## The Fukuyama formula for the orbital susceptibility

### Premises and conventions

1. Independent electrons of charge $-e$ and mass $m$ move in a local periodic potential, $H=(\mathbf p+e\mathbf A)^2/2m+V(\mathbf r)$. There is no spin–orbit coupling. The Zeeman term then adds the Pauli susceptibility separately, because its cross term with the orbital coupling contains $\mathrm{tr}\,\sigma_z=0$. Spin enters the orbital part as a factor 2.
2. The grand potential per spin is $\Omega=-k_BT\sum_n e^{i\varepsilon_n0^+}\,\mathrm{Tr}\ln(H-z_n)$, with $z_n=\mu+i\varepsilon_n$ and $\varepsilon_n=(2n+1)\pi k_BT$. Where convergence matters, the frequency sum is done before the sum over bands.
3. The susceptibility is defined, in SI units and for $|\chi|\ll1$, by $\Omega(B)-\Omega(0)=-(\chi/2\mu_0)\int B^2\,d^3r$ for a slowly varying field along $z$. In two dimensions the volume $\mathcal V$ becomes the area and $\chi$ is a length. Gaussian formulas follow from $\mu_0\to1/c^2$. Since the first change of $\Omega$ is of order $B^2$, it equals the change of the free energy at fixed particle number, so $\chi$ is the same in both ensembles.

### The Luttinger–Kohn basis

The functions $e^{i\mathbf k\cdot\mathbf r}u_{l0}(\mathbf r)$ (Luttinger and Kohn, 1955) use the cell-periodic functions of one fixed wave vector for all $\mathbf k$. With all bands $l$ kept they are complete. At $\mathbf A=0$ the Hamiltonian is diagonal in $\mathbf k$ and acts on the periodic part as
$$H_{\mathbf k}=\frac{(\mathbf p+\hbar\mathbf k)^2}{2m}+V,\qquad \gamma_a=\frac{\partial H_{\mathbf k}}{\partial k_a}=\frac{\hbar}{m}(p_a+\hbar k_a),\qquad G_{\mathbf k}=(z_n-H_{\mathbf k})^{-1}.\tag{1}$$
Four properties are used, with $\partial_a=\partial/\partial k_a$.

(a) $\partial_x\gamma_y=0$ and $\partial_x\gamma_x=\partial_y\gamma_y=\hbar^2/m$, from (1).

(b) $\partial_aG=G\gamma_aG$, from differentiating $G\,(z_n-H_{\mathbf k})=1$.

(c) Multiplication by $e^{iqx}$ takes $\mathbf k$ to $\mathbf k+q\hat{\mathbf x}$ and leaves the periodic part unchanged, so it is the unit matrix in $l$.

(d) For a reciprocal lattice vector $\mathbf K$, $H_{\mathbf k+\mathbf K}=e^{-i\mathbf K\cdot\mathbf r}H_{\mathbf k}e^{i\mathbf K\cdot\mathbf r}$, and likewise for $\gamma_a$ and $G$. The trace over $l$ of any product of them is periodic in $\mathbf k$. Zone sums are unchanged by a shift of $\mathbf k$, and zone sums of total derivatives vanish.

### Derivation

Take $\mathbf A=\hat{\mathbf y}A_0\cos qx$, so that $B_z=-qA_0\sin qx$ and $\int B^2d^3r=\mathcal Vq^2A_0^2/2$. Since $A_y$ depends on $x$ alone it commutes with $p_y$, and
$$H=H_0+H_1+H_2,\qquad H_1=\frac{eA_0}{2\hbar}\left(e^{iqx}+e^{-iqx}\right)\gamma_y,\qquad H_2=\frac{e^2A_0^2}{4m}(1+\cos2qx).$$
Expanding the logarithm with $(H_0-z_n)^{-1}=-G$ gives $\delta\Omega=k_BT\sum_n\{\mathrm{Tr}[G(H_1+H_2)]+\tfrac12\mathrm{Tr}[GH_1GH_1]\}$ to order $A_0^2$. Terms that change $\mathbf k$ have no diagonal element, which removes $\mathrm{Tr}\,GH_1$ and the $\cos2qx$ part of $H_2$. In the quadratic term $e^{iqx}$ pairs with $e^{-iqx}$. The two pairings are equal after the shift $\mathbf k\to\mathbf k+q\hat{\mathbf x}$ and a cyclic permutation, and by (a) the vertex $\gamma_y$ is the same matrix at both wave vectors. Hence, per spin,
$$\delta\Omega=\Big(\frac{eA_0}{2\hbar}\Big)^2\Big[\Pi(q)+\frac{\hbar^2}{m}k_BT\sum_{n\mathbf k}\mathrm{Tr}\,G\Big],\qquad \Pi(q)=k_BT\sum_{n\mathbf k}\mathrm{Tr}\,[\gamma_yG_{\mathbf k+q\hat{\mathbf x}}\gamma_yG_{\mathbf k}],\tag{2}$$
where Tr now runs over $l$ only.

At $q=0$ the bracket is the zone sum of $\mathrm{Tr}[\gamma_yG\gamma_yG+(\partial_y\gamma_y)G]=\partial_y\mathrm{Tr}[\gamma_yG]$ and vanishes by (d): a constant vector potential only shifts $k_y$. The equality of the two pairings means $\Pi(q)=\Pi(-q)$, so there is no linear term. For $T>0$ the Green function at $z_n$ is analytic in $\mathbf k$, and the $q^2$ term is
$$\frac{q^2}{2}k_BT\sum_{n\mathbf k}\mathrm{Tr}[\gamma_y(\partial_x^2G)\gamma_yG]=-\frac{q^2}{2}k_BT\sum_{n\mathbf k}\mathrm{Tr}[\gamma_y(\partial_xG)\gamma_y(\partial_xG)].\tag{3}$$
The integration by parts drops the total derivative $\partial_x\mathrm{Tr}[\gamma_y(\partial_xG)\gamma_yG]$ by (d), and no derivative falls on $\gamma_y$ by (a). With (b) and two spins, $\delta\Omega=-2\,(eA_0q/\hbar)^2\,\mathcal I/8$, where $\mathcal I=k_BT\sum_{n\mathbf k}\mathrm{Tr}[\gamma_xG\gamma_yG\gamma_xG\gamma_yG]$. Premise 3 gives $\delta\Omega=-\chi\mathcal Vq^2A_0^2/4\mu_0$. Equating the two,
$$\boxed{\chi=\mu_0\frac{e^2}{\hbar^2}\,\frac{k_BT}{\mathcal V}\sum_n\sum_{\mathbf k}\mathrm{Tr}\,[\gamma_xG\gamma_yG\gamma_xG\gamma_yG]}\tag{4}$$
This is the formula of Fukuyama (1971). The spin factor 2 is contained in the prefactor, and the trace is over orbital states only. At each $\mathbf k$ the trace is invariant under unitary transformations, so it may be evaluated in the eigenbasis of $H_{\mathbf k}$, provided $\gamma_a$ remains the full matrix of (1).

For a rational function $F$ that falls off at least as $z^{-2}$, $k_BT\sum_nF(z_n)$ equals the sum of the residues of $f(z)F(z)$ at the poles of $F$, with $f(\varepsilon)=[e^{(\varepsilon-\mu)/k_BT}+1]^{-1}$.

### Free electrons

With $V=0$ in the extended zone, $\gamma_a=\hbar^2k_a/m$ are numbers and the fourth-order pole gives $f'''(\varepsilon)/6$. Use $\gamma_xf'''=\partial_xf''$ and $\gamma_yf''=\partial_yf'$ and integrate by parts twice:
$$\sum_{\mathbf k}\gamma_x^2\gamma_y^2f'''=-\frac{\hbar^2}{m}\sum_{\mathbf k}\gamma_y^2f''=\frac{\hbar^4}{m^2}\sum_{\mathbf k}f'.$$
With $D$ the density of states per volume for both spins, $\mathcal V^{-1}\sum_{\mathbf k}f'=-D(\mu)/2$ in the degenerate gas, and $\chi=-\mu_0e^2\hbar^2D/12m^2=-\tfrac13\mu_0\mu_B^2D$. This is the Landau susceptibility (1930).

### Band decomposition

Add two premises: $V(\mathbf r)=V(-\mathbf r)$, and no band touches another. The antiunitary map $u(\mathbf r)\to u^*(-\mathbf r)$ squares to one and commutes with $H_{\mathbf k}$ and $\gamma_a$. Eigenstates can be chosen invariant under it, all matrix elements below are then real, and normalisation gives $\langle u|\partial_au\rangle=0$.

Fix a band with energy $\varepsilon$ and state $u$. Subscripts on $\varepsilon$ and $u$ denote $k$-derivatives. Let $P=|u\rangle\langle u|$, $Q=1-P$, $R=Q(\varepsilon-H_{\mathbf k})^{-1}Q$, $g_{ab}=\langle u_a|u_b\rangle$, $D=\varepsilon-H_{\mathbf k}$ and $D_a=\varepsilon_a-\gamma_a$. The second derivatives of $D$ are numbers, $D_{xy}=\varepsilon_{xy}$ and $D_{aa}=\varepsilon_{aa}-\hbar^2/m$. Differentiating $D|u\rangle=0$ gives
$$D|u_a\rangle=-D_a|u\rangle,\qquad D|u_{ab}\rangle=-D_a|u_b\rangle-D_b|u_a\rangle-D_{ab}|u\rangle.\tag{5}$$
The first relation gives $|u_a\rangle=R\gamma_a|u\rangle$. The second, projected on $u$, gives $\varepsilon_{xy}=2\langle u|\gamma_xR\gamma_y|u\rangle$. Differentiating once more and projecting on $u$ gives $\varepsilon_{xxy}=-2\langle u|D_x|u_{xy}\rangle-\langle u|D_y|u_{xx}\rangle=2\langle u_x|D|u_{xy}\rangle+\langle u_y|D|u_{xx}\rangle$, and (5) turns this into
$$\varepsilon_{xxy}=-4\langle u_x|D_x|u_y\rangle-2\langle u_x|D_y|u_x\rangle.\tag{6}$$

*Residue.* With $s=z-\varepsilon$, $G=P/s+R-sR^2+s^2R^3-\dots$. Sort the trace by the number of factors $P$. Four give $\varepsilon_x^2\varepsilon_y^2/s^4$. Three give, in four positions, $4\varepsilon_x\varepsilon_yM(s)/s^3$ with $M(s)=\tfrac12\varepsilon_{xy}-sg_{xy}+s^2\langle u_x|R|u_y\rangle$. Two opposite ones give $2M^2/s^2$. Two adjacent ones give $2\varepsilon_y[\langle u_x|\gamma_y|u_x\rangle-2s\langle u_x|\gamma_yR|u_x\rangle]/s^2$ plus its $x\leftrightarrow y$ image. One gives $4\langle u_x|\gamma_yR\gamma_x|u_y\rangle/s$. Define $a=Q\gamma_yu_x$, $b=Q\gamma_xu_y$, $X=\varepsilon_yu_x$, $Y=\varepsilon_xu_y$ and $(v,w)=\langle v|R|w\rangle$. The residue of $f$ times the trace is
$$\tfrac16\varepsilon_x^2\varepsilon_y^2f'''+\varepsilon_x\varepsilon_y\varepsilon_{xy}f''+f'\big[\tfrac12\varepsilon_{xy}^2-4\varepsilon_x\varepsilon_yg_{xy}+2\varepsilon_x\langle u_y|\gamma_x|u_y\rangle+2\varepsilon_y\langle u_x|\gamma_y|u_x\rangle\big]$$
$$+f\big[4(X,Y)-4(a,X)-4(b,Y)+4(a,b)-2\varepsilon_{xy}g_{xy}\big].\tag{7}$$

*Terms in $f$.* Expanding the squares shows that the four bilinear terms equal $-(w,w)+(W,W)$ with $w=a+X-b-Y$ and $W=a+b-X-Y$. By (5), $W=D|u_{xy}\rangle$, so $(W,W)=\langle u_{xy}|D|u_{xy}\rangle$. Insert (5) again, and use $\langle u_{xy}|u\rangle=-g_{xy}$ and $\langle u_{xy}|D_x|u_y\rangle=\tfrac12(\partial_x\langle u_y|D_x|u_y\rangle-D_{xx}g_{yy})$:
$$(W,W)=\varepsilon_{xy}g_{xy}+\tfrac12D_{xx}g_{yy}+\tfrac12D_{yy}g_{xx}-\tfrac12\partial_x\langle u_y|D_x|u_y\rangle-\tfrac12\partial_y\langle u_x|D_y|u_x\rangle.$$
Under the zone sum the last two terms, times $f$, become $\tfrac12f'[\varepsilon_x\langle u_y|D_x|u_y\rangle+\varepsilon_y\langle u_x|D_y|u_x\rangle]$.

*Terms in $f'''$ and $f''$.* Let $\simeq$ denote equality under the zone sum. Then $\varepsilon_x^2\varepsilon_y^2f'''\simeq-(\varepsilon_{xx}\varepsilon_y^2+2\varepsilon_x\varepsilon_y\varepsilon_{xy})f''$, $\varepsilon_{xx}\varepsilon_y^2f''\simeq-(\varepsilon_{xx}\varepsilon_{yy}+\varepsilon_y\varepsilon_{xxy})f'$, and $\varepsilon_x\varepsilon_y\varepsilon_{xy}f''\simeq-(\varepsilon_{xy}^2+\varepsilon_y\varepsilon_{xxy})f'\simeq-(\varepsilon_{xy}^2+\varepsilon_x\varepsilon_{xyy})f'$. The first two terms of (7) and the term $\tfrac12\varepsilon_{xy}^2f'$ together give $f'[\tfrac16(\varepsilon_{xx}\varepsilon_{yy}-\varepsilon_{xy}^2)-\tfrac14\varepsilon_y\varepsilon_{xxy}-\tfrac14\varepsilon_x\varepsilon_{xyy}]$. Equation (6) and its image remove the third derivatives. The coefficient of $\varepsilon_xf'$ between $\langle u_y|$ and $|u_y\rangle$ collects to $2\gamma_x+\tfrac12D_x+\tfrac12D_x=\gamma_x+\varepsilon_x$, and between $\langle u_x|$ and $|u_y\rangle$ to $D_y-2\varepsilon_y=-(\gamma_y+\varepsilon_y)$.

Summing over bands, $\chi=\chi_{\rm LP}+\chi_{\rm inter}+\chi_{\rm FS}+\chi_{\rm occ}$ (Ogata and Fukuyama, 2015), where each term is $(\mu_0e^2/\hbar^2\mathcal V)\sum_{l\mathbf k}$ of
$$\begin{aligned}
{\rm LP}:&\quad\tfrac16f'\,(\varepsilon_{xx}\varepsilon_{yy}-\varepsilon_{xy}^2),\\
{\rm inter}:&\quad-f\sum_{l'\ne l}\frac{|\langle u_{l'}|(\gamma_y+\varepsilon_y)|u_x\rangle-\langle u_{l'}|(\gamma_x+\varepsilon_x)|u_y\rangle|^2}{\varepsilon_l-\varepsilon_{l'}},\\
{\rm FS}:&\quad f'\,\varepsilon_x\big[\langle u_y|(\gamma_x+\varepsilon_x)|u_y\rangle-\langle u_x|(\gamma_y+\varepsilon_y)|u_y\rangle\big]+(x\leftrightarrow y),\\
{\rm occ}:&\quad-\tfrac12f\,\big[\varepsilon_{xy}g_{xy}+(\hbar^2/m-\varepsilon_{xx})\,g_{yy}\big]+(x\leftrightarrow y).
\end{aligned}\tag{8}$$
These are the Landau–Peierls, interband, Fermi-surface and occupied-state terms. For non-overlapping atoms $\varepsilon_a=0$ and $u_x=-ixu$ about the atomic centre. The occupied-state term becomes the Langevin result $-\mu_0e^2\langle x^2+y^2\rangle/4m$ per electron, and the interband term becomes the Van Vleck sum over $|\langle l'|L_z|l\rangle|^2$.

### The Dirac cone

Centre the basis at the zone corner of graphene, keep the two degenerate states, and drop $\hbar^2k^2/2m$:
$$H_{\mathbf k}=\hbar v\,(k_x\sigma_x+k_y\sigma_y),\qquad\gamma_a=\hbar v\,\sigma_a,\qquad G=\frac{z+\mathbf p\cdot\boldsymbol\sigma}{z^2-p^2},\qquad\mathbf p\equiv\hbar v\mathbf k.$$
The derivation survives this truncation. The vertex $\gamma_y$ is independent of $k_x$, (b) and (c) hold, and the surface term of (3) falls as $k\cdot k^{-3}$. The $q=0$ cancellation in (2) needs the discarded states, but that term is independent of $q$ and does not enter $\chi$. The second valley has $\sigma_x\to-\sigma_x$, which leaves the $\mathbf k$ integral unchanged, so the valleys give a factor $g_v=2$.

The Pauli algebra gives $\sigma_x(z+\mathbf p\cdot\boldsymbol\sigma)\sigma_y(z+\mathbf p\cdot\boldsymbol\sigma)=2p_xp_y+2zp_y\sigma_x+i(z^2-p_x^2+p_y^2)\sigma_z$. The trace of its square is $16p_x^2p_y^2-2(z^2-p^2)^2$. The angular average of $p_x^2p_y^2$ is $p^4/8$. With $w=p^2$ and $\mathrm{Im}\,z\neq0$,
$$\int\!\frac{d^2k}{(2\pi)^2}\mathrm{Tr}[\cdots]=\frac{(\hbar v)^2}{4\pi}\int_0^\infty\!dw\Big[\frac{2w^2}{(w-z^2)^4}-\frac{2}{(w-z^2)^2}\Big]=\frac{(\hbar v)^2}{4\pi}\Big[-\frac{2}{3z^2}+\frac{2}{z^2}\Big]=\frac{(\hbar v)^2}{3\pi z^2}.$$
Therefore
$$\chi=C\,k_BT\sum_n\frac1{z_n^2},\qquad C=\frac{g_v\mu_0e^2v^2}{3\pi}.\tag{9}$$
Without damping the double pole at $z=0$ gives $\chi=Cf'(0)=-C/[4k_BT\cosh^2(\mu/2k_BT)]$, which tends to $-C\delta(\mu)$ at $T=0$. This is McClure's result (1956).

The decomposition (8) shows where this response sits. A constant spin rotation makes $H_{\mathbf k}$ real, and $\hbar^2/m$ is replaced by $\partial_x\gamma_x=0$. With $\theta$ the polar angle of $\mathbf k$ and $\bar u$ the other band, $u_a=\pm\tfrac12\theta_a\bar u$ with one sign for both $a$, and $\langle\bar u|\gamma_a|\bar u\rangle=-\varepsilon_a$. The combination $\gamma_a+\varepsilon_a$ vanishes in $\bar u$, which removes the interband and Fermi-surface terms. The Hessian of $\pm\hbar vk$ has zero determinant, which removes the Landau–Peierls term. With $g_{ab}=\theta_a\theta_b/4$, each of $\varepsilon_{xy}g_{xy}$, $\varepsilon_{xx}g_{yy}$, $\varepsilon_{yy}g_{xx}$ equals $\pm\hbar vk_x^2k_y^2/4k^7$, and the occupied-state term cancels. All four integrands vanish for $\mathbf k\ne0$. The whole of (9) comes from the node, where the bands touch and the integrations by parts behind (8) fail, while (4) stays regular.

### Constant damping

Replace $z_n$ by $\mu+i\varepsilon_n+i\Gamma\,\mathrm{sgn}\,\varepsilon_n$, with $\Gamma$ independent of energy, wave vector and field, as in Fukuyama's treatment of the cone (2007). One lattice model makes the replacement exact. Let the site energies $U_j$ be independent with the Cauchy distribution $\Gamma/\pi(U^2+\Gamma^2)$ (Lloyd, 1969). For $\mathrm{Im}\,z>0$ the resolvent $(z-H_0(B)-U)^{-1}$ is analytic and bounded in the lower half-plane of each $U_j$, and closing the contour there sets $U_j=-i\Gamma$. This holds at any field. Since $\partial\Omega/\partial\mu=-k_BT\sum_n\mathrm{Tr}\,G$ contains one resolvent, the averaged field-dependent part of $\Omega$ is the clean one at the shifted argument, with no vertex correction.

Terms with $n$ and $-n-1$ are complex conjugates. Writing $z_n=2\pi ik_BT\,[n+\tfrac12+(\Gamma-i\mu)/2\pi k_BT]$ for $n\ge0$ and using the trigamma function $\psi'(x)=\sum_{n\ge0}(n+x)^{-2}$,
$$\chi(\mu,T)=-\frac{C}{2\pi^2k_BT}\,\mathrm{Re}\,\psi'\Big(\frac12+\frac{\Gamma-i\mu}{2\pi k_BT}\Big).\tag{10}$$
At $T=0$ the sum becomes $\pi^{-1}\mathrm{Re}\int_0^\infty d\varepsilon\,(\mu+i\Gamma+i\varepsilon)^{-2}=\pi^{-1}\mathrm{Re}[-i/(\mu+i\Gamma)]$, so
$$\chi(\mu,0)=-\frac{g_v\mu_0e^2v^2}{3\pi^2}\,\frac{\Gamma}{\mu^2+\Gamma^2}.\tag{11}$$
The delta function becomes a Lorentzian of half-width $\Gamma$ with the same weight, $\int\chi\,d\mu=-C$.

*Landau levels.* In a uniform field the levels are $\pm\Delta\sqrt N$, $\Delta^2=2e\hbar v^2B$, each with $eB/h$ states per area, spin and valley. Then $\mathrm{Tr}\,G=(eB/h)[\tfrac12\phi(0)+\sum_{N\ge1}\phi(N\Delta^2)]$ with $\phi(w)=2z/(z^2-w)$. The Euler–Maclaurin formula turns the bracket into $\Delta^{-2}\int\phi\,dw-\Delta^2\phi'(0)/12+\Delta^6\phi'''(0)/720$, with $\phi'(0)=2/z^3$ and $\phi'''(0)=12/z^7$. The integral term is independent of $B$. Integrating $\partial\Omega/\partial\mu=-k_BT\sum_n\mathrm{Tr}\,G$,
$$\delta\Omega=\frac{eB}{h}k_BT\sum_n\Big[-\frac{\Delta^2}{12z_n^2}+\frac{\Delta^6}{360z_n^6}\Big].\tag{12}$$
The first term is $-(e^2v^2B^2/12\pi)k_BT\sum_nz_n^{-2}$. Multiplied by $2g_v$ and set equal to $-\chi B^2/2\mu_0$, it reproduces (9), which also confirms that the limit $q\to0$ describes a uniform field. At $\mu=T=0$ the two frequency sums are $-1/\pi\Gamma$ and $-1/5\pi\Gamma^5$, so the $B^4$ term is $-\Delta^4/150\Gamma^4$ of the $B^2$ term in $\Omega$ and $-\Delta^4/75\Gamma^4$ in the magnetisation.

The series can be summed. With $\xi=-z^2/\Delta^2$, $\phi(N\Delta^2)=-2z/\Delta^2(N+\xi)$, and the field-dependent part of the bracket is $-(2z/\Delta^2)[\ln\xi-1/2\xi-\psi(\xi)]=-dS/dz$. Here $\psi$ is the digamma function and $S(\xi)=\int_\xi^\infty[\ln x-1/2x-\psi(x)]\,dx\sim1/12\xi-1/360\xi^3+1/1260\xi^5-\dots$ is the Stirling remainder of the logarithm of the gamma function. Hence $\delta\Omega=(eB/h)k_BT\sum_nS(-z_n^2/\Delta^2)$, which at $\mu=T=0$ is $(eB/\pi h)\int_\Gamma^\infty S(y^2/\Delta^2)\,dy$. With $\lambda=\Delta^2/\Gamma^2\propto B$, differentiation gives the ratio of the magnetisation to its linear value,
$$\frac{M}{M_{\rm lin}}=\frac6\lambda\int_1^\infty[S(\xi)-\xi S'(\xi)]_{\xi=t^2/\lambda}\,dt\sim1-\frac{\lambda^2}{75}+\frac{\lambda^4}{315}-\dots\tag{13}$$

### Range of validity

*Basis.* Equation (4) needs $\partial_x\gamma_y=0$. This holds in the complete basis with a local potential and in the linear cone. It fails in general for tight-binding matrices, including the honeycomb one, and for nonlocal potentials. A single band with constant Hessian, inserted alone in (4), gives $\tfrac16f'(\varepsilon_{xx}\varepsilon_{yy}+2\varepsilon_{xy}^2)$ by the integrations by parts above, which changes when the axes are rotated in the plane. Only the matrix trace restores the determinant in (8).

*Decomposition.* Equation (8) needs inversion and time-reversal symmetry and separated bands. Equation (4) needs neither inversion symmetry nor gaps.

*Field.* The result is the $B^2$ coefficient of an asymptotic series. Near the node it needs $\Delta$ small compared with the larger of $\Gamma$ and $k_BT$, and it fails for the clean cone at $\mu=T=0$. De Haas–van Alphen oscillations are non-analytic in $B$ and appear at no order. At $T=0$ they carry the factor $e^{-2\pi\Gamma/\hbar\omega_c}$, with level spacing $\hbar\omega_c=\Delta^2/2|\mu|$.

*Damping.* A self-energy that depends on energy or field, as for weak short-range scatterers in graphene (Koshino and Ando, 2007), changes the line shape. Electron–electron interaction enters only through the chosen $v$ and $\Gamma$.

*Truncation.* The cone is linear only below an energy $E_c$. At $\mu=T=\Gamma=0$, $\int d\varepsilon\,(w+\varepsilon^2)^{-2}/2\pi=\tfrac14w^{-3/2}$ and $\int d\varepsilon\,(w+\varepsilon^2)^{-4}/2\pi=\tfrac5{32}w^{-7/2}$. The bracket in the $w$ integral becomes $-\tfrac3{16}w^{-3/2}$, its integral over $w>E_c^2$ is $-3/8E_c$, and these states contribute $-9C/32E_c$ to $\chi$. This part of (9) is an artefact and sets the scale of lattice corrections. The discarded bands add a background as well.

### Numerical illustration

Take a typical velocity $v=1.0\times10^6$ m/s, a typical lattice constant $0.246$ nm and carbon mass $12.011$ u, an assumed damping $\Gamma=10$ meV and an assumed $E_c=3$ eV. Then $C=42.7$ meV pm, and the model gives:

| $T$ (K) | $\Gamma$ (meV) | $\mu$ (meV) | $\chi$ (pm) |
|---|---|---|---|
| 0 | 10 | 0 | $-1.4$ |
| 0 | 10 | 10 | $-0.68$ |
| 0 | 10 | 50 | $-0.05$ |
| 300 | 0 | 0 | $-0.41$ |
| 300 | 10 | 0 | $-0.34$ |

In the last row $k_BT=25.9$ meV, the argument of $\psi'$ is $0.562$ and $\psi'=4.06$.

The neglected terms are these. The cutoff term is $9C/32E_c=0.004$ pm, which the Lorentzian tail reaches at $|\mu|=0.18$ eV. The cell area is $0.0524$ nm². A Langevin estimate for its eight valence electrons, with an assumed $\langle x^2+y^2\rangle=0.01$ nm², is $-0.014$ pm, partly offset by positive interband terms, and the tail reaches this size at $|\mu|=0.10$ eV. It is about a quarter of the entry at 50 meV, which is therefore given to one figure. The Pauli term, with the damped density of states $4\Gamma\ln(E_c/\Gamma)/\pi^2\hbar^2v^2$ at the node (two Lorentzian-broadened bands, four spin-valley copies, integrated to $E_c$), is $3.6\times10^{-5}$ pm.

With $\Delta=36.3$ meV at 1 T, the magnetisation at $\mu=T=0$ falls 10 per cent below its linear value at $B=0.36$ T, where $\Delta^2=4.7\,\Gamma^2$. This number comes from the integral in (13); the asymptotic series does not apply at that field, and its $\lambda^2$ term alone would give 30 per cent. At $\mu=50$ meV and $B=0.1$ T, $\hbar\omega_c=1.3$ meV and the oscillations are suppressed by $e^{-48}$.

The sheet density is $7.61\times10^{-7}$ kg/m², so the last row corresponds to $-4.5\times10^{-7}$ m³/kg, or $-3.6\times10^{-5}$ emu/g after division by $4\pi\times10^{-3}$. This is the model's value for an isolated neutral layer. The nearest bulk system, graphite with the field normal to the layers, typically shows about $-2\times10^{-5}$ emu/g at room temperature, so the model, which has no interlayer hopping, is more diamagnetic than that by somewhat less than a factor of two.